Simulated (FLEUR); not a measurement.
# FePt (CuAu type): spin moments, magnetic energy and parallel against antiparallel order as functions of volume in all-electron PBE

I calculate the spin moments of FePt at eight shown volumes, from 0.88 to 1.12 of the measured cell, with all lengths scaled alike. The magnetic energy is taken against a run without spin polarisation at the same volume, and an antiparallel order is compared with the parallel one. The question is how firmly the moment and the parallel order hold when the cell is squeezed or stretched. This matters because FePt is a material for magnetic recording and permanent magnets, where films and small grains are often strained. Uniform scaling covers only the volume part of such a strain, since a film on a substrate also changes its axial ratio.

## Calculations

FePt (CuAu type): the measured cell (COD); 2 atoms in the primitive cell, fractional positions held. First order: parallel (+); second order: antiparallel (+-, cell doubled at q=(0,1/2,0)), q in fractions of the reciprocal vectors of the primitive cell. FLEUR MaX-R8.1, all-electron FLAPW in bulk geometry, scalar-relativistic valence, PBE, basis cutoff 3.6 1/bohr, density cutoff 10.8 1/bohr, Fermi-Dirac smearing of 0.05 eV, muffin-tin radii Fe 2.36, Pt 2.36 bohr. Local moments are those inside the muffin-tin spheres. Collinear spins without spin-orbit coupling, 10x10x10 k-points for the first order in every row. The same in all rows: Kohn-Sham band gap of the first order on its k-point mesh; set to zero under 0.1 eV or twice the smearing width (level spacings that a finite mesh gives in a metal), blank from there to 0.3 eV, where the mesh cannot tell: 0.00 eV.

Notes on method and selection:

- Each run ends in the state reached from its typed start, which may not be the lowest.
- The spheres keep their radius, so sphere moments at unlike sizes cover unlike shares of space.
- The two orders are a test pair; neither need be the ground order.
- Runs that did not converge, have known faults or may not be shown are not listed, and runs on Ansatz's PAW sets soft_1 and soft_2 are kept to separate tables.

Columns:

- relative volume: volume of the cell over its starting value, all lengths scaled alike.
- largest local moment (μB): largest spin moment inside a sphere, first order.
- net moment (μB/cell): net spin moment of the whole primitive cell, first order.
- magnetic energy (meV/cell): free energy of the first order less the run without spin polarisation, per primitive cell.
- second less first (meV): free energy of the second order less the first, per magnetic atom, where the second keeps its moments.
- energy of strained cell (meV/cell): free energy of the strained cell in the first order above its lowest row, per primitive cell; its curvature gives the bulk modulus (equation of state).

## The series

| member | relative volume | largest local moment (μB) | net moment (μB/cell) | magnetic energy (meV/cell) | second less first (meV) | energy of strained cell (meV/cell) |
| --- | --- | --- | --- | --- | --- | --- |
| relative volume 0.88 | 0.88 | 2.746 | 3.096 | −348.1 | −40.2 | 470.8 |
| relative volume 0.91 | 0.91 | 2.831 | 3.187 | −452.1 | −18.1 | 271.9 |
| relative volume 0.94 | 0.94 | 2.893 | 3.247 | −551.7 | −0.5 | 134.9 |
| relative volume 0.97 | 0.97 | 2.943 | 3.292 | −646.1 | 12.8 | 48.4 |
| relative volume 1 | 1.00 | ? | ? | ? | ? | ? |
| relative volume 1.03 | 1.03 | 3.030 | 3.366 | −819.2 | 29.5 | 0.0 |
| relative volume 1.06 | 1.06 | 3.075 | 3.406 | −899.0 | 35.0 | 24.9 |
| relative volume 1.09 | 1.09 | 3.114 | 3.440 | −974.7 | 39.4 | 73.8 |
| relative volume 1.12 | 1.12 | 3.147 | 3.465 | −1046.1 | 42.6 | 144.3 |

Cells marked ? are withheld until the estimate has been made.

## What drives the series

The largest local moment, which sits on iron, rises at every step of expansion, and more steeply at the compressed end of the series than at the stretched end. Between 0.88 and 0.91 the slope is (2.831 − 2.746) / 0.03 = 2.8 μB per unit of relative volume; between 1.09 and 1.12 it is (3.147 − 3.114) / 0.03 = 1.1 μB. The net moment, which does not depend on the choice of spheres, grows by 3.465 − 3.096 = 0.369 μB per cell, so the rise is not an effect of the fixed sphere radius.

The usual band picture accounts for this. Longer bonds weaken the overlap of the d orbitals and narrow the bands, so that moving electrons from minority to majority spin costs less. The gain flattens as the majority d states of iron approach full occupation.

The magnetic energy responds much more strongly than the moment. Its size grows by a factor 1046.1 / 348.1 = 3.01, while the square of the local moment grows by only (3.147 / 2.746)² = 1.31. In the Stoner form, E ≈ −I m²/4 + m²/(4N), with I the exchange parameter and N the mean density of states per spin, the two terms partly cancel. A modest rise in N through band narrowing can therefore enlarge the net gain several times.

The balance of the two orders changes sign. At 0.88 the antiparallel order is lower by 40.2 meV per magnetic atom, at 0.94 the two are practically level, and from 0.97 upwards the parallel order is lower in every row shown. The iron moment is smaller in the antiparallel order, but this loss cannot drive the change: it shrinks on expansion, which by itself would weaken the preference for parallel spins. A possible cause is antiferromagnetic exchange between iron neighbours, which scales as hopping squared over exchange splitting and fades quickly as the bonds lengthen.

## Prediction

Plain estimates from the members shown:

- relative volume 1, straight-line interpolation between relative volume 0.97 and relative volume 1.03: w = (1.00 − 0.97) / (1.03 − 0.97) = 0.500, so 2.943 + 0.500 × (3.030 − 2.943) = 2.986 μB

The missing member lies midway between two close neighbours, so I interpolate. The straight line gives 2.986 μB, but it ignores the downward bend of the curve. Tried on the neighbours of 0.94 and 1.06, a straight line falls short by 0.006 and 0.003 μB.

I therefore use the cubic through the four nearest rows, 0.94, 0.97, 1.03 and 1.06. At the midpoint it reads (4 × (2.943 + 3.030) − (2.893 + 3.075)) / 6 = 2.987 μB. The bend adds only about 0.001 μB to the straight line here.

The same kind of cubic, with Lagrange weights for rows that skip the gap at 1.00, can be tried on two shown members. Counted in steps of 0.03, the weight of the row at 0.91 in the first trial is (2 × 1 × 3) / (1 × 2 × 4) = 0.75, and the others follow in the same way. For 0.94 it gives −0.2 × 2.746 + 0.75 × 2.831 + 0.5 × 2.943 − 0.05 × 3.030 = 2.894 μB, against 2.893 in the table. For 1.06 it gives −0.05 × 2.943 + 0.5 × 3.030 + 0.75 × 3.114 − 0.2 × 3.147 = 3.074 μB, against 3.075.

Nothing in the other columns argues for a further shift: the net moment and the magnetic energy run on smoothly across the gap, with no sign of a change of spin state. The two misses are about 0.001 μB each. Two trials fix a scatter poorly, so I double this and take 0.002 μB as one standard deviation.

**Committed estimate, relative volume 1: largest local moment = 2.987 ± 0.002 μB.**

## Result

| member | relative volume | largest local moment (μB) | net moment (μB/cell) | magnetic energy (meV/cell) | second less first (meV) | energy of strained cell (meV/cell) |
| --- | --- | --- | --- | --- | --- | --- |
| relative volume 1 | 1.00 | 2.986 | 3.328 | −735.0 | 22.3 | 6.2 |

| member | estimate | largest local moment (μB) | computed | estimate − computed | miss in error bars |
| --- | --- | --- | --- | --- | --- |
| relative volume 1 | committed | 2.987 | 2.986 | +0.001 | 0.5 |
| relative volume 1 | interpolation | 2.986 | 2.986 | 0.000 |  |

My estimate of 2.987 μB lies 0.001 μB above the computed 2.986 μB, which is half an error bar. The straight line did marginally better, though the two differ only at the level of the printed rounding.

What held was the smooth passage through the gap, without a change of spin state. The correction for a downward bend was not needed. From 0.97 to 1.06 the three steps are 2.986 − 2.943 = 0.043, 3.030 − 2.986 = 0.044 and 3.075 − 3.030 = 0.045 μB, so the curve is practically straight there. The slope falls on expansion near both ends of the series but not in the middle.

The result fits a gradual strengthening of the moment as the bands narrow, but an interpolated point this close to its neighbours tests smoothness and not the cause.

## Exceptions

No row breaks the smooth course, but the two ends fall below a straight line fitted to all nine local moments. The row at 0.88 is lowest against it, by about 0.03 μB. The likeliest reason is that band broadening removes moment faster under strong compression. The net moment also has its largest step there, 3.187 − 3.096 = 0.091 μB per cell, so the fixed spheres are not the main cause.

The row at 1.12 lies about 0.02 μB below the line. There the majority d states of iron are probably close to full, which leaves less moment to gain; the net moment has its smallest step there too, 3.465 − 3.440 = 0.025 μB per cell.

## Summary

The iron moment holds firmly: at 0.88 of the measured volume it still has 2.746 / 2.986 = 0.92 of its value at the measured volume. Between 0.88 and 1.12 it can also be interpolated well. When an inner row is left out, the line between its neighbours misses by 0.012 μB at 0.91 and by no more than 0.004 μB from 0.97 upwards.

The more useful result is where the two orders change places. Interpolation puts it at 0.94 + 0.03 × 0.5 / (0.5 + 12.8) = 0.941 of the measured volume. Since 0.941^(1/3) = 0.980, this means all lengths shortened by about 2%. It applies to this pair of orders in PBE at a fixed axial ratio.

Of the omitted physics, temperature has the largest effect on the magnetisation: above the Curie point, disorder of the spin directions removes the whole net moment of roughly 3 μB per cell, against a spread of 0.369 μB over the table.
